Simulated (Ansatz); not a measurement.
## From Al to In: the dipole moment

One atom is swapped for its congeners: C2H5AlCl `C[CH2][Al][Cl]`; C2H5ClGa `C[CH2][Ga][Cl]`; C2H5ClIn `C[CH2][In][Cl]`. All are doublets with charge 0.

Shapes, held fixed at every level: PBE0-D4/def2-TZVP. Flexible molecules stand in one conformer, not always the lowest. Programs: Ansatz 0.2.0. Values in D.

How should the dipole moment change along the series?

At wB97M-V/def2-TZVPP the dipole moment rises at every step, from 2.08 to 3.69 D. Every level shows the same order. Open shells run unrestricted unless RO is named. For atoms past krypton def2 sets carry core potentials with scalar relativity. Relativity is left out for Ga unless named.

```
               level  C2H5AlCl  C2H5ClGa  C2H5ClIn
   PBE-D4/def2-TZVPP      1.99      2.69      3.57
r2SCAN-D4/def2-TZVPP      2.00      2.77      3.73
 B3LYP-D4/def2-TZVPP      2.05      2.80      3.76
  wB97M-V/def2-TZVPP      2.08      2.76      3.69
```

The dipole moment grows from Al to Ga to In with every functional, and the step to In is always the larger one. The differences between functionals are small compared with either step, so the ordering doesn't depend on the choice among them.

Electronegativity alone doesn't account for the trend: gallium is more electronegative than aluminium, which should make its bonds to carbon and chlorine less polar, yet the dipole rises. Size doesn't explain the first step either, since the filled 3d shell keeps gallium about as small as aluminium. A likelier cause is hybridisation in these formally divalent radicals. Down the group the valence s orbital takes less part in bonding, so the unpaired electron probably occupies a more s-rich, less directional orbital. Its moment, which opposes that of the polar bonds, then shrinks, while more p character in the bonds favours a narrower angle and better alignment of their dipoles. Indium's longer bonds probably add to the second step. Total moments alone cannot separate these contributions.
